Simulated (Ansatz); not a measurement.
Swapping NH2 for Cl on B: the vertical ionisation energy

On one B centre, n of the NH2 ligands are replaced by Cl. The vertical ionisation energy y in eV at wB97X-V/def2-TZVPP. Shapes, held fixed at every level: PBE0-D4/def2-TZVP. Programs: Ansatz 0.2.0.

| molecule | n | y (eV) |
| --- | --- | --- |
| B(NH2)3 | 0 | 9.09 |
| B(NH2)2Cl | 1 | ? |
| B(NH2)Cl2 | 2 | 11.04 |
| BCl3 | 3 | 11.75 |

Problem. Fit y = c + s·n to the known rows and predict B(NH2)2Cl.

Solution. 
1. Means of the 3 rows: n = 1.66667, y = 10.627.
2. Σ(Δn)² = 4.6667, Σ(Δn·Δy) = 4.1967, so the slope is 4.1967/4.6667 = 0.89929.
3. Intercept: 10.627 − (0.89929) × 1.66667 = 9.128. The largest residual of the fit is 0.11.
4. B(NH2)2Cl: 9.128 + (0.89929) × 1 = 10.03 eV.

The run gave 9.81 eV, so the prediction is off by +0.22 eV, more than the scatter of the fit. The steps per swap are +0.72, +1.23, +0.71 eV. Other levels give for B(NH2)2Cl: r2SCAN-D4/def2-TZVPP 9.42; PBE0-D4/def2-TZVPP 9.58 eV. Cations run unrestricted.

The vertical ionisation energy rises with every swap of NH2 for Cl, but unevenly: the middle step, +1.23 eV, is much larger than the +0.72 and +0.71 eV on either side. Chlorine is a weaker π donor than an amino group, and its lone pairs are more tightly bound, so the overall rise is expected. The uneven steps probably reflect a change in the orbital being ionised. With two or three amino groups in a near-planar arrangement, the nitrogen lone pairs can form a combination with little or no weight in the empty boron p orbital, leaving a high-lying, essentially nonbonding level. A single amino group has no such combination, and its lone pair is stabilised by donation to boron. In BCl3 the electron should instead leave a chlorine lone pair. A straight line misses this change and therefore places B(NH2)2Cl too high. Because the other levels are given for that molecule alone, they don't show whether the uneven pattern persists across methods.
